# Triplet pairs: the $(l+\tfrac12)^{-6}$ coefficient of the second-order energy

## Premises and conventions

I take a nonrelativistic two-electron ion with a fixed point nucleus of charge $Z$. With lengths in $a_0/Z$ and energies in $Z^2E_h$,
$$H=H_0+\frac1Z\frac1{r_{12}},\qquad H_0=\sum_{i=1,2}\Big(-\tfrac12\nabla_i^2-\frac1{r_i}\Big),$$
so that $E=Z^2E_0+ZE_1+E_2+E_3/Z+\dots$ in hartree. $E_2$ does not depend on $Z$. $\Phi_0$ is the spatial zeroth-order function, normalised over $d^3r_1d^3r_2$, and for a triplet it is antisymmetric under $\mathbf r_1\leftrightarrow\mathbf r_2$. If $E_0$ is degenerate within the symmetry, $\Phi_0$ is the correct zeroth-order combination. With $V=1/r_{12}$,
$$(H_0-E_0)\psi_1=-(V-E_1)\Phi_0,\qquad E_2=\langle\Phi_0|V-E_1|\psi_1\rangle .$$

Let $\mathcal P_l$ project on orbital angular momentum $l$ of electron 1. It commutes with $H_0$, so $E_2=\sum_lE_2^{(l)}$. $\Phi_0$ holds only a few low values of $l$. For $l$ above these, the $E_1$ term is projected out and
$$E_2^{(l)}=-\langle V\Phi_0|\mathcal P_l\,(H_0-E_0)^{-1}|V\Phi_0\rangle .\tag{1}$$
For S states $l_1=l_2$ and the label is unambiguous. For total angular momentum $L>0$ one has $|l_1-l_2|\le L$, and another labelling, such as $\max(l_1,l_2)$, moves contributions by at most $L$ units. That alters relative corrections of order $1/l$ but not the leading coefficient. I write $\lambda=l+\tfrac12$, so $l(l+1)=\lambda^2-\tfrac14$. The $\lambda^{-6}$ law for triplets belongs to the analysis of Kutzelnigg and Morgan (1992). I get the coefficient twice, once in momentum space for any state and once from the radial equation.

## Route 1: local momentum analysis

**Step 1: which part of $V\Phi_0$ matters.** A smooth function has partial-wave components that fall faster than any power of $l$. A power law can come only from singularities, and $V\Phi_0$ is singular at $r_{12}=0$ and at $r_i=0$. The nuclear points do not contribute at leading order: the weight found below is $r^7dr$, which suppresses the origin. So I expand at coalescence. Put $\mathbf r=\tfrac12(\mathbf r_1+\mathbf r_2)$ and $\mathbf s=\mathbf r_1-\mathbf r_2$, with unit Jacobian. Antisymmetry makes $\Phi_0$ odd in $\mathbf s$:
$$\Phi_0=\mathbf a(\mathbf r)\cdot\mathbf s+O(s^3),\qquad \mathbf a=\tfrac12(\nabla_1-\nabla_2)\Phi_0\big|_{s=0}=\nabla_1\Phi_0\big|_{s=0}.$$
The last form uses $\nabla_2\Phi_0=-\nabla_1\Phi_0$ at $s=0$, which follows from $\Phi_0(\mathbf r,\mathbf r)=0$ for all $\mathbf r$.

**Step 2: the resolvent.** The conjugate momenta are $\mathbf P=\mathbf p_1+\mathbf p_2$ and $\mathbf k=\tfrac12(\mathbf p_1-\mathbf p_2)$, and the kinetic energy is $k^2+P^2/4$. Angular momentum $l$ at radius $r$ needs $k\ge\lambda/r$. $\mathbf P$ acts on $\mathbf a(\mathbf r)$ and is of order one, as are $1/r_i$ and $E_0$. Hence $(H_0-E_0)^{-1}\to1/k^2$, with relative corrections of order $\lambda^{-2}$ at fixed $r$. Each extra power of $s$ costs a factor $1/k\sim r/\lambda$, so the $O(s^3)$ term is also a $\lambda^{-2}$ correction.

**Step 3: the transform.** With $\tilde f(\mathbf k)=\int e^{-i\mathbf k\cdot\mathbf s}f\,d^3s$, the function $1/s$ goes to $4\pi/k^2$ and multiplication by $s_j$ goes to $i\,\partial/\partial k_j$. Therefore
$$\frac{\mathbf a\cdot\mathbf s}{s}\ \to\ -8\pi i\,\frac{\mathbf a\cdot\mathbf k}{k^4},\qquad \psi_1\ \to\ +8\pi i\,\frac{\mathbf a\cdot\mathbf k}{k^6}.$$
Since $s\to-8\pi/k^4$, the function $\tfrac14s\,(\mathbf a\cdot\mathbf s)$ has the transform $\tfrac14 i\,\mathbf a\cdot\nabla_k(-8\pi/k^4)=8\pi i\,\mathbf a\cdot\mathbf k/k^6$. So the high-momentum part of $\psi_1$ is the triplet cusp term $\tfrac14r_{12}\Phi_0$. In position space the same fact reads $\nabla_s^2[\tfrac14s\,\mathbf a\cdot\mathbf s]=\mathbf a\cdot\mathbf s/s$. By Parseval, the high-momentum part of $E_2$ is
$$-\int d^3r\int\frac{d^3k}{(2\pi)^3}\,\frac{64\pi^2|\mathbf a\cdot\mathbf k|^2}{k^{10}}=-\frac8\pi\int d^3r\int d^3k\,\frac{|\mathbf a\cdot\mathbf k|^2}{k^{10}}.\tag{2}$$

**Step 4: sorting by $l$.** The angular momentum of electron 1 is
$$\mathbf L_1=(\mathbf r+\tfrac12\mathbf s)\times(\mathbf k+\tfrac12\mathbf P)=\mathbf r\times\mathbf k+O(1),$$
because $sk$ and $rP$ are of order one. To leading order $|\mathbf L_1|=rq$, where $q$ is the length of the part of $\mathbf k$ perpendicular to $\hat{\mathbf r}$. Partial wave $l$ occupies a unit interval of $rq$ around $\lambda$. In cylindrical coordinates about $\hat{\mathbf r}$, $d^3k=q\,dq\,d\varphi\,dk_z$, and that interval gives $q\,dq\to\lambda/r^2$ at $q=\lambda/r$. This step is semiclassical. Route 2 replaces it by exact Legendre algebra.

**Step 5: the integrals.** Split $\mathbf a=a_{\rm rad}\hat{\mathbf r}+\mathbf a_{\rm tan}$. The cross term in $|\mathbf a\cdot\mathbf k|^2$ is odd in $k_z$ and vanishes. The azimuth gives $2\pi$ for the radial term. For the tangential term $\int|\mathbf a_{\rm tan}\cdot\hat{\mathbf q}|^2d\varphi=\pi|\mathbf a_{\rm tan}|^2$, also for complex $\mathbf a$. The $k_z$ integrals are beta functions:
$$\int_{-\infty}^\infty\!\frac{k_z^2\,dk_z}{(k_z^2+q^2)^5}=\frac{B(\tfrac32,\tfrac72)}{q^7}=\frac{5\pi}{128\,q^7},\qquad \int_{-\infty}^\infty\!\frac{q^2\,dk_z}{(k_z^2+q^2)^5}=\frac{B(\tfrac12,\tfrac92)}{q^7}=\frac{35\pi}{128\,q^7}.$$
The common factor is $(8/\pi)(\lambda/r^2)(r/\lambda)^7=(8/\pi)\,r^5\lambda^{-6}$. Then $(8/\pi)(2\pi)(5\pi/128)=5\pi/8$ and $(8/\pi)(\pi)(35\pi/128)=35\pi/16$, so
$$\boxed{E_2^{(l)}\to-\lambda^{-6}\int r^5\Big[\frac{5\pi}8|a_{\rm rad}|^2+\frac{35\pi}{16}|\mathbf a_{\rm tan}|^2\Big]d^3r}\tag{3}$$
A tangential slope weighs $7/2$ times as much as a radial one. The reason is that in (2), at fixed $q$, most of the weight lies at $|k_z|<q$. Since $|\mathbf a|^2$ has dimension length$^{-8}$, the integral is unchanged by a scaling of lengths, as it must be for an $E_2$ that is independent of $Z$.

**Step 6: triplet S states.** Here $\mathbf a(\mathbf r)\cdot\mathbf s$ is invariant under rotations, so $\mathbf a(\mathbf r)$ is invariant under rotations about $\hat{\mathbf r}$ and must be radial. Write $\Phi_0=\Phi_0(r_1,r_2,\cos\theta_{12})$. The cosine is stationary at $\theta_{12}=0$, so $a_{\rm rad}=a(r)=\partial\Phi_0/\partial r_1$ at $r_1=r_2=r$, $\theta_{12}=0$. With $d^3r=4\pi r^2dr$,
$$\boxed{E_2^{(l)}\to-C_6\lambda^{-6},\qquad C_6=\frac{5\pi^2}2\int_0^\infty\Big|\frac{\partial\Phi_0}{\partial r_1}\Big|^2_{r_1=r_2=r}r^7\,dr}\tag{4}$$

## Route 2: the radial equation, and the next term

Now let $\Phi_0=\Phi_0(r_1,r_2)$ be real, as for $1sns$. The Laplace expansion is $V=\sum_lv_lP_l(\cos\theta_{12})$ with $v_l=r_<^l/r_>^{l+1}$. Write $\psi_1=\sum_lP_l\,f_l(r_1,r_2)/(r_1r_2)$ and use $\int P_l^2\,d\Omega_1d\Omega_2=16\pi^2/(2l+1)=8\pi^2/\lambda$. For $l\ge1$ the first-order equation is the stationarity condition of the Hylleraas functional
$$J[f]=\langle f|T_l+W|f\rangle+2\langle f|v_l\,r_1r_2\Phi_0\rangle,\qquad E_2^{(l)}=\frac{8\pi^2}\lambda\min_fJ,$$
with measure $dr_1dr_2$, $T_l=\sum_i[-\tfrac12\partial_i^2+(\lambda^2-\tfrac14)/2r_i^2]$ and $W=-1/r_1-1/r_2-E_0$. It is a true minimum when $T_l+W>0$. With both electrons at $l\ge1$, $H_0\ge-\tfrac14$, while every $1sns$ level has $E_0<-\tfrac12$, so this holds.

**Coordinates.** Set $r_1=\rho e^{t/2}$, $r_2=\rho e^{-t/2}$, $\sigma=\ln\rho$. Then $dr_1dr_2=\rho^2d\sigma\,dt$, and exactly $v_l=\rho^{-1}e^{-\lambda|t|}$. Put $f=\rho g$. With $x=\ln r_1$ one has $\partial_1f=(r_2/r_1)^{1/2}(g_x+\tfrac12g)$. In its square the term $gg_x$ is a total derivative in $x$ at fixed $r_2$, and $\tfrac14g^2$ cancels the $-\tfrac14$ of the centrifugal term. Electron 1 thus contributes $\tfrac12r_2^2(g_x^2+\lambda^2g^2)$ per $d\sigma\,dt$, and electron 2 likewise with $r_1^2$. Using $g_x=\tfrac12g_\sigma+g_t$ for electron 1 and $\tfrac12g_\sigma-g_t$ for electron 2,
$$J=\int d\sigma\,dt\,\Big\{\rho^2\big[\cosh t\,(g_t^2+\lambda^2g^2+\tfrac14g_\sigma^2)-\sinh t\;g_\sigma g_t\big]+\rho^4Wg^2+2\rho^4g\,e^{-\lambda|t|}\Phi_0\Big\}.\tag{5}$$
Nothing has been dropped so far. Exchange is $t\to-t$, so $\Phi_0=b(\rho)\,t+c(\rho)\,t^3+\dots$, with $b=\tfrac12\rho(\partial_1-\partial_2)\Phi_0=\rho\,a(\rho)$.

**Leading order.** The exponential confines $t$ to order $1/\lambda$. Keeping $g_t^2+\lambda^2g^2$ and $bt$, the Euler equation is $(-\partial_t^2+\lambda^2)g=-\rho^2b\,t\,e^{-\lambda|t|}$. With $\tau=\lambda t$ and $G=\rho^2b$, its decaying solution is
$$g_0=-G(\rho)\,\lambda^{-3}\eta(\tau),\qquad\eta=\tfrac14\tau(1+|\tau|)e^{-|\tau|}.$$
For $\tau>0$, $-\eta''+\eta=\tau e^{-\tau}$ by direct differentiation, and the odd continuation has a continuous slope at zero. From $\int_0^\infty\tau^ne^{-2\tau}d\tau=n!/2^{n+1}$ I find, over the whole line,
$$\int\eta\,\tau e^{-|\tau|}d\tau=\int(\eta'^2+\eta^2)\,d\tau=\tfrac5{16}.$$
So $J\to(\tfrac5{16}-\tfrac{10}{16})\lambda^{-5}\int\rho^6b^2d\sigma=-\tfrac5{16}\lambda^{-5}\int\rho^7a^2d\rho$. Multiplying by $8\pi^2/\lambda$ gives $5\pi^2/2$, which is (4).

**The tangential coefficient by the same means.** Take $\Phi_0=(\hat{\mathbf r}_1\times\hat{\mathbf r}_2)_z\,\phi(r_1,r_2)$ with symmetric $\phi$, the form of $2p^2\,{}^3P$. Because $\mathbf r_1\times\mathbf r_2=-\mathbf r\times\mathbf s$, the vector $\mathbf a$ is purely tangential, with $|\mathbf a|^2=\phi^2\sin^2\theta/r^2$. Equation (3) then predicts the coefficient $\tfrac{35\pi}{16}\cdot\tfrac{8\pi}3\int r^5\phi^2dr=\tfrac{35\pi^2}6\int r^5\phi^2dr$. For the direct route, $(\hat{\mathbf r}_1\times\hat{\mathbf r}_2)_zP_l'$ is proportional to $L_{1z}P_l(\cos\theta_{12})$ and so has $l_1=l_2=l$. The identity $(2k+1)P_k=P'_{k+1}-P'_{k-1}$ gives its coefficient in $V\Phi_0$:
$$\Big[\frac{v_{l-1}}{2\lambda-2}-\frac{v_{l+1}}{2\lambda+2}\Big]\phi\ \to\ \frac{(1+|\tau|)e^{-|\tau|}}{\rho\,\lambda^2}\,\phi .$$
The angular norm is $\tfrac13\cdot8\pi^2\int(1-\mu^2)P_l'(\mu)^2d\mu=\tfrac{8\pi^2}3\cdot\tfrac{2l(l+1)}{2l+1}\to\tfrac{8\pi^2}3\lambda$, where the $\tfrac13$ comes from averaging one component of the cross product over orientations. The even solution of $-\zeta''+\zeta=(1+|\tau|)e^{-|\tau|}$ is $\zeta=\tfrac14(3+3|\tau|+\tau^2)e^{-|\tau|}$, and $\int\zeta\,(1+|\tau|)e^{-|\tau|}d\tau=\tfrac{35}{16}$. The energy is $-\tfrac{8\pi^2}3\lambda\cdot\lambda^{-4}\cdot\lambda^{-3}\cdot\tfrac{35}{16}\int\rho^6\phi^2d\sigma=-\tfrac{35\pi^2}6\lambda^{-6}\int\rho^5\phi^2d\rho$, the same as the prediction. Both coefficients in (3) thus stand without the semiclassical step.

**Next order for $ss'$ triplets.** Every term of (5) that I dropped is smaller by $\lambda^{-2}$: $\cosh t-1\approx t^2/2$, $g_\sigma^2$, $t\,g_\sigma g_t$, $\rho^2W g^2$ and $ct^3$. No term of relative order $\lambda^{-1}$ exists, because the coefficients have definite parity in $t$. The minimiser therefore differs from $g_0$ by relative order $\lambda^{-2}$, and since $J$ is stationary this changes $J$ only at relative order $\lambda^{-4}$. It is enough to expand $J[g_0]$. The integrals over the whole line are
$$\int\tfrac12\tau^2(\eta'^2+\eta^2)=\tfrac{49}{64},\quad\int\eta^2=\tfrac7{32},\quad\int\tau\eta\eta'=-\tfrac7{64},\quad\int\eta\,\tau^3e^{-|\tau|}=\tfrac{21}{16}.$$
The $\sinh$ term gives $+\tfrac7{64}\int\rho^2GG_\sigma d\sigma=-\tfrac7{64}\int\rho^2G^2d\sigma$ after integration by parts, and $\tfrac{49}{64}-\tfrac7{64}=\tfrac{21}{32}$. With $W_0=-2/\rho-E_0$,
$$E_2^{(l)}=-C_6\lambda^{-6}\big[1-\gamma\lambda^{-2}+O(\lambda^{-4})\big],$$
$$\gamma=\frac{\int d\sigma\,\big[\tfrac{21}{32}\rho^2G^2+\tfrac7{128}\rho^2G_\sigma^2+\tfrac7{32}\rho^4W_0G^2-\tfrac{21}8\rho^4Gc\big]}{\tfrac5{16}\int d\sigma\,\rho^2G^2}.\tag{6}$$

## Range of validity

Equations (3) and (4) are the leading terms of an asymptotic series in $l$ for the second-order energy of the bare-nucleus $1/Z$ expansion, with each partial wave radially complete. They need:

1. $l$ above all angular momenta present in $\Phi_0$, and $\mathbf a\not\equiv0$.
2. $\lambda$ large against $\rho$ times the local momenta of the orbitals, over the region that carries the weight $\rho^7a^2$. The measure is $\gamma/\lambda^2\ll1$. The condition fails at very large $\rho$, but $a^2$ decays exponentially there, which makes the series asymptotic rather than wrong.
3. A radial basis that resolves $|r_1-r_2|\sim r/\lambda$. $J$ is a minimum principle, so an incomplete radial basis always gives too small a magnitude $|E_2^{(l)}|$.
4. The pure Coulomb interaction with a nonrelativistic kinetic energy, which holds while $\lambda/r$ in atomic units is small against $1/\alpha$.

For $L>0$ the first correction depends on the labelling and can be of relative order $1/\lambda$.

Going from $E_2$ to the partial-wave increments of the full energy at finite $Z$ brings two changes. I argue them by order of magnitude and do not prove them. First, the energy lost by truncation is to leading order the kinetic energy of the discarded tail, and that tail is fixed by the cusp term $\tfrac1{4Z}s\,\mathbf a\cdot\mathbf s$ of the full wavefunction. The coefficient keeps the form (3), but $\mathbf a$ is taken from the full wavefunction, which changes it by relative order $1/Z$ at every $l$. Second, $V/Z$ acts within the tail, where $1/s\sim\lambda/\rho$ competes with $k^2\sim\lambda^2/\rho^2$. This gives a $\lambda^{-7}$ term of relative order $\rho/(Z\lambda)$.

## Illustration: $1s3s\ {}^3S$ of Be$^{2+}$

In scaled units $E_0=-\tfrac12-\tfrac1{18}=-\tfrac59$. The degenerate partners $1s3p$ and $1s3d$ have other $L$, so $\Phi_0$ is one configuration. The orbitals are
$$\phi_{1s}=\frac{e^{-r}}{\sqrt\pi},\qquad\phi_{3s}=\frac{p(r)\,e^{-r/3}}{3\sqrt{3\pi}},\qquad p=1-\tfrac23r+\tfrac2{27}r^2,$$
and $\Phi_0=2^{-1/2}[\phi_{1s}(r_1)\phi_{3s}(r_2)-\phi_{3s}(r_1)\phi_{1s}(r_2)]$. The constants combine to $N$ with $N^2=1/(54\pi^2)$. The slope is a Wronskian,
$$a=N\big[-\tfrac23p-p'\big]e^{-4r/3}=n\,r(6-r)\,e^{-4r/3},\qquad n=\tfrac4{81}N .$$
All integrals carry the weight $\rho^9e^{-8\rho/3}$, whose integral is $K=9!\,(3/8)^{10}$. Its moments $\langle\rho^k\rangle$ relative to $K$ are $\tfrac{15}4$, $\tfrac{495}{32}$, $\tfrac{4455}{64}$, $\tfrac{173745}{512}$ for $k=1$ to $4$. Then $\langle(6-\rho)^2\rangle=36-45+\tfrac{495}{32}=\tfrac{207}{32}$ and
$$C_6=\frac{5\pi^2}2\,n^2K\,\frac{207}{32}=\frac{978075}{2^{26}}=0.014574\ E_h .$$
The mean radius under the weight $\rho^9(6-\rho)^2e^{-8\rho/3}$ is 2.93 scaled units, or 0.73 $a_0$ at $Z=4$. The high-$l$ correlation of this Rydberg state comes mainly from the outer flank of the $1s$ shell, where the two orbitals overlap.

For $\gamma$ I need
$$G=n\rho^4(6-\rho)e^{-4\rho/3},\qquad G_\sigma=n\rho^4\big(24-13\rho+\tfrac43\rho^2\big)e^{-4\rho/3},\qquad W_0=\tfrac59-\tfrac2\rho,$$
and the $t^3$ coefficient of $\Phi_0(\rho e^{t/2},\rho e^{-t/2})$, found by multiplying the series of the exponentials and of $p$:
$$c=n\rho^2\Big(1-\tfrac{25}{24}\rho+\tfrac16\rho^2-\tfrac1{54}\rho^3\Big)e^{-4\rho/3}.$$
In units of $n^2K$ the four terms in the numerator of (6) are
$$\tfrac{21}{32}\cdot\tfrac{207}{32}=\tfrac{4347}{1024},\qquad\tfrac7{128}\cdot\tfrac{243}8=\tfrac{1701}{1024},\qquad\tfrac7{32}\cdot\big(-\tfrac{2115}{512}\big)=-\tfrac{14805}{16384},\qquad-\tfrac{21}8\cdot\big(-\tfrac{2721}{1024}\big)=\tfrac{57141}{8192}.$$
They add to $\tfrac{196245}{16384}$. The denominator is $\tfrac5{16}\cdot\tfrac{207}{32}=\tfrac{1035}{512}$, so
$$\gamma=\frac{4361}{736}=5.925 .$$

| $l$ | $C_6\lambda^{-6}$ / n$E_h$ | $\gamma/\lambda^2$ | $-E_2^{(l)}$, two terms / n$E_h$ |
|---|---|---|---|
| 4 | $1.76\times10^3$ | 0.29 | $1.2\times10^3$ |
| 6 | 193 | 0.14 | $1.7\times10^2$ |
| 8 | 38.6 | 0.082 | 35 |
| 10 | 10.9 | 0.054 | 10.3 |

The leading term overshoots in magnitude, and the first correction falls below a tenth only from $l=8$ on. I have not computed the $\lambda^{-10}$ coefficient. I assume its relative size is of the order of $(\gamma/\lambda^2)^2$ and have cut the digits of the last column accordingly.

**Truncation at $l\le L$.** The midpoint Euler–Maclaurin formula, $\sum_{l>L}F(l+\tfrac12)=\int_{L+1}^\infty F\,d\lambda+\tfrac1{24}F'(L+1)+\dots$, gives $\tfrac15(L+1)^{-5}-\tfrac14(L+1)^{-7}$ for $\lambda^{-6}$ and $\tfrac17(L+1)^{-7}$ for $\lambda^{-8}$. Hence
$$\sum_{l>L}E_2^{(l)}=-\frac{C_6}5(L+1)^{-5}\Big[1-\Big(\frac54+\frac57\gamma\Big)(L+1)^{-2}+\dots\Big],\qquad\frac54+\frac57\gamma=5.48 .$$
This is the origin of the $(L+1)^{-5}$ form used to extrapolate triplet pair energies. For $L=7$ the missing energy has magnitude 89 n$E_h$ from the leading term and 81 n$E_h$ with the correction, which is 0.018 cm$^{-1}$.

**How far this is from the ion.** These numbers are the second-order model's and are the same for every $Z$. At $Z=4$ the $\lambda^{-7}$ term has the relative order $\rho/(Z\lambda)\approx0.09$ at $l=8$, comparable to $\gamma/\lambda^2$. The larger effect is screening. In $\Phi_0$ the $3s$ electron sees the full charge 4, while outside the $1s$ shell it sees about 3. To size this I keep $\phi_{1s}$ and assume a hydrogenic $3s$ orbital of charge 3, that is $\tfrac34$ in scaled units:
$$\chi=\frac{(1-\tfrac12r+\tfrac1{24}r^2)\,e^{-r/4}}{8\sqrt\pi}.$$
Its overlap with $\phi_{1s}$ is $S=0.06144$, and the antisymmetrised product is normalised by $[2(1-S^2)]^{-1/2}$. The Wronskian is
$$\phi_{1s}'\chi-\chi'\phi_{1s}=-\frac{24-28r+3r^2}{768\,\pi}\,e^{-5r/4},$$
and (4) gives 0.0074 $E_h$, or 0.51 of $C_6$. The leading tail beyond $L=7$ becomes 45 n$E_h$. This screened value is again a model's. It ignores penetration and exchange, which pull the triplet $3s$ orbital inward, and I expect them to raise it somewhat. The direction is the typical one for light two-electron ions: the bare-nucleus function puts too much amplitude near coalescence. For Be$^{2+}$ the second-order coefficient $0.014574\ E_h$ overstates the $\lambda^{-6}$ coefficient of the full energy, by the screened estimate by up to about a factor of two, while the power of $\lambda$ and the numerical factors in (3) and (4) carry over unchanged.